## Margin comments on the Fisher droplet model: exponents and essential singularity in $d=2,3,4$

**1. Conventions.** Take an Ising lattice gas on the hypercubic lattice with $K=J/k_BT$. On the vapour side of coexistence $h=(\mu_{\rm coex}-\mu)/k_BT\ge0$; in spin language $h=2H/k_BT$. Droplets of $l$ sites form an ideal gas, so the pressure per site in units of $k_BT$, counted from the droplet-free phase, is the number of droplets per site (Fisher 1967):

$$p=\sum_{l\ge1}n_l,\qquad n_l=q_0\,l^{-\tau}e^{-hl-bl^{\sigma}},\qquad \rho=-\partial_hp=\sum_l l\,n_l .$$

Near $T_c$ one sets $b=c|t|$ with $t=(T-T_c)/T_c<0$. At low temperature $b$ is a surface free energy and is not linear in $t$.

**2. One formula carries everything.** The $k$-th field derivative at $h=0^+$ is a moment. Writing $e^{-x}$ as the inverse Mellin transform of $\Gamma$ and collecting the poles of $\Gamma$ and $\zeta$ gives, for $0<\sigma<1$,

$$(-\partial_h)^kp=q_0\sum_l l^{k-\tau}e^{-bl^\sigma}=\frac{q_0}{\sigma}\,\Gamma\!\left(\frac{k+1-\tau}{\sigma}\right)b^{-(k+1-\tau)/\sigma}+q_0\sum_{n\ge0}\frac{(-b)^n}{n!}\,\zeta(\tau-k-n\sigma).$$

The second sum is analytic in $b$. The first term read at fixed $k$ and $b\to0$ gives the exponents. Read at fixed $b$ and $k\to\infty$ it gives the essential singularity.

**3. Exponents.** With $b=c|t|$, the cases $k=0,1,2$ give $2-\alpha=(\tau-1)/\sigma$, $\beta=(\tau-2)/\sigma$ and $\gamma=(3-\tau)/\sigma$. At $b=0$ the same expansion with $h$ for $b$ and $\sigma=1$ gives $\rho-\rho_c\simeq q_0\Gamma(2-\tau)h^{\tau-2}$, so $\delta=1/(\tau-2)$. Three points usually go unsaid. A finite $\rho_c=q_0\zeta(\tau-1)$ together with a divergent compressibility needs $2<\tau<3$. The singular term dominates $\rho_c-\rho$ only if $\beta<1$. If $(\tau-1)/\sigma=2$, the poles of $\Gamma$ and of the $n=2$ zeta term merge into $t^2\ln|t|$, so $\alpha=0$ means a logarithm here, never a jump. The relations $\alpha+2\beta+\gamma=2$ and $\gamma=\beta(\delta-1)$ hold for every pair $(\sigma,\tau)$, so they do not test the model.

**4. The critical $\sigma$ is not $(d-1)/d$.** Inverting, $\sigma_{\rm fit}=1/\beta\delta$ and $\tau_{\rm fit}=2+1/\delta$. The inputs $\beta,\delta$ are exact for $d=2$, approximate for $d=3$, and mean-field values (logarithms ignored) for $d=4$.

| $d$ | $\beta$ | $\delta$ | $\tau_{\rm fit}$ | $\sigma_{\rm fit}$ | $(d-1)/d$ | $r=\sigma_{\rm fit}\,d/(d-1)$ | $\sigma_{\rm fit}/(1-\sigma_{\rm fit})$ |
|---|---|---|---|---|---|---|---|
| 2 | 1/8 | 15 | 2.067 | 0.533 | 0.500 | 1.067 | 1.14 |
| 3 | 0.326 | 4.79 | 2.21 | 0.640 | 0.667 | 0.96 | 1.78 |
| 4 | 1/2 | 3 | 2.333 | 0.667 | 0.750 | 0.889 | 2 |

Because $2-\alpha$, $\beta$ and $\gamma$ share the factor $1/\sigma$, keeping $\tau_{\rm fit}$ and inserting the compact value multiplies all three by the same $r$. The fitted $\sigma$ stops at $2/3$ once the exponents are classical, while $(d-1)/d$ keeps rising, so $r$ falls with $d$ and passes unity between $d=2$ and $d=3$. The nearness to unity in $d=3$ reflects this crossing. The last column is used in comment 8.

**5. Why finite derivatives are not enough.** For $b>0$ every moment converges. The $k$-th one is dominated by $l_k=[(k-\tau)/b\sigma]^{1/\sigma}$, and the Gamma term alone represents it once $l_k\gg1$. Taylor coefficients carry $1/k!$, so the ratio of successive ones is

$$\left|\frac{a_{k+1}}{a_k}\right|\simeq\frac{l_k}{k}\simeq\frac{k^{1/\sigma-1}}{(b\sigma)^{1/\sigma}} .$$

It grows without bound for $\sigma<1$, so the radius of convergence is zero. Up to factors exponential in $k$, compact droplets give derivatives growing as $(k!)^{d/(d-1)}$, the growth proved by Isakov (1984) for the low-temperature Ising model. At $\sigma=1$ the ratio tends to $1/b$ and the singularity retreats to $h=-b$, like a spinodal. The exponent $\tau$ only shifts $k$ by a constant.

**6. The series knows the critical droplet.** For $h<0$ put $E(l)=bl^\sigma-|h|l$. Its maximum lies at

$$l^*=\left(\frac{b\sigma}{|h|}\right)^{1/(1-\sigma)},\qquad E^*=(1-\sigma)\,b\,l^{*\sigma}.$$

The terms $|a_kh^k|$ shrink until $|h|l_k/k=1$, which happens at $k^*=|h|l^*=\sigma E^*/(1-\sigma)$. There $(|h|l^*)^{k^*}/k^*!\sim e^{|h|l^*}$, so the smallest term is of order $e^{-E^*}$. Continuing $p$ round $h=0$ turns the $l$ contour into the complex plane at $l^*$ and collects half a Gaussian, as in Langer (1967):

$$|{\rm Im}\,p|\simeq\frac{q_0}{2}\sqrt{\frac{2\pi}{|E''(l^*)|}}\;l^{*-\tau}e^{-E^*},\qquad |E''|=b\sigma(1-\sigma)\,l^{\sigma-2}.$$

For $\sigma=(d-1)/d$ write $b=dW^{1/d}$, where $W$ is the volume of the Wulff shape built from the surface tension in units of $k_BT$. Then $E^*=W[(d-1)/|h|]^{d-1}$, $k^*=(d-1)E^*$, and the prefactor varies as $|h|^{d(\tau-1)+(d-1)/2}$.

**7. Low temperature in three dimensionalities.** A cube of $l$ sites cuts $2d\,l^{(d-1)/d}$ bonds at $2K$ each, so $b=4dK$ and $W=(4K)^d$. Illustrative inputs: $k_BT=J$ ($K=1$; approximately $T/T_c=0.44$, $0.22$, $0.15$) and $|h|=0.5$, that is $|H|=0.25J$. The numbers are those of the bare-cube model.

| $d$ | $b$ | growth of derivatives | $b\sigma$ | side of critical cube | $E^*$ | $k^*$ |
|---|---|---|---|---|---|---|
| 2 | 8 | $(k!)^{2}$ | 4 | 8 | 32 | 32 |
| 3 | 12 | $(k!)^{3/2}$ | 8 | 16 | $1.0\times10^{3}$ | $2.0\times10^{3}$ |
| 4 | 16 | $(k!)^{4/3}$ | 12 | 24 | $5.5\times10^{4}$ | $1.7\times10^{5}$ |

Below $k\approx b\sigma=4(d-1)K$ the smallest droplets dominate, $l_k\lesssim1$, and the Gamma law is not yet visible. The side $b\sigma/|h|$ grows only linearly in $d-1$, but $k^*=|h|\times({\rm side})^d$ raises it to the power $d$. The excess over $k!$ is $(k!)^{1/(d-1)}$ and weakens with $d$. Both trends are the approach $\sigma\to1$: the singularity exists in each finite $d\ge2$, yet the metastable branch looks analytic to ever higher order.

**8. Two values of $\sigma$ near $T_c$.** A single-$\sigma$ fit gives $E^*\propto(|t|^{\beta\delta}/|h|)^{\sigma/(1-\sigma)}$, with the powers 1.14, 1.78 and 2 of the first table in place of $d-1=1,2,3$. As $h\to0^-$ the critical droplet outgrows the correlation length and is compact. With surface tension $\gamma_s\sim|t|^{(d-1)\nu}$ and order parameter $m\sim|t|^\beta$, the barrier is $E^*\sim\gamma_s^{\,d}/(m|h|)^{d-1}$. Hyperscaling, $d\nu=\beta(\delta+1)$, turns this into $(|t|^{\beta\delta}/|h|)^{d-1}$. The scaling variable is the same, but $\sigma_{\rm fit}$ fixes only that variable, and $(d-1)/d$ fixes the singularity.

**9. What the cube omits.** Droplet overlap is harmless here: the one-site droplets that dominate the density number $e^{-8K}=3.4\times10^{-4}$ per site in $d=2$ and fewer above. Shape entropy is not harmless. Sites can be removed from a corner in staircase fashion without cutting extra bonds, each at a cost $|h|$. These removals are partitions in $d=2$ and plane partitions in $d=3$, with generating functions (Euler, MacMahon)

$$\ln\prod_n\left(1-e^{-n|h|}\right)^{-1}\simeq\frac{\zeta(2)}{|h|}+\frac12\ln\frac{|h|}{2\pi},\qquad \ln\prod_n\left(1-e^{-n|h|}\right)^{-n}\simeq\frac{\zeta(3)}{h^2}.$$

They scale with $|h|$ exactly as $E^*$ does. Four independent corners give $W=16K^2-4\zeta(2)$, and eight give $W=64K^3-2\zeta(3)$. At $K=1$ the barrier drops by 41 per cent in $d=2$ (to $W=9.4$) and by 3.8 per cent in $d=3$; the $d=4$ term is not evaluated here. The correction is algebraic, of relative order $K^{-d}$, although it is often assumed to be exponentially small. In $d=2$ the exact Wulff curve may be taken as given,

$$\cosh x+\cosh y=\cosh^2 2K/\sinh 2K .$$

At $K=1$ it encloses $W=9.9$, so $b=2\sqrt W=6.3$ and $E^*=k^*\approx20$ instead of 32. The first row of the second table overstates the barrier by that much, while the trend with $d$ survives.

**10. The low-temperature $\tau$.** The same count fixes the prefactor in $d=2$, for $K$ large enough that corners are independent. Four corners give $(|h|^{1/2})^4=h^2$. The sides $a_1,a_2$ of the enclosing rectangle have $E=4K(a_1+a_2)-|h|a_1a_2$, whose Hessian has determinant $-h^2$, so the Gaussian integral gives $1/|h|$. The product is $|h|^1$, and $2(\tau-1)+\tfrac12=1$ yields $\tau=5/4$. For rough droplets in $d=3$ capillary-wave theory (Günther, Nicole and Wallace 1980) has the prefactor $|h|^{-7/3}$, so $3(\tau-1)+1=-7/3$ and $\tau=-1/9$; this does not apply to the faceted droplets at $k_BT=J$, which lies below the roughening temperature. Both values fall outside $2<\tau<3$ and would make $\beta$ negative. The compact pair $(\sigma,\tau)$ describes the essential singularity, and the exponent formulas of comment 3 require the fitted pair.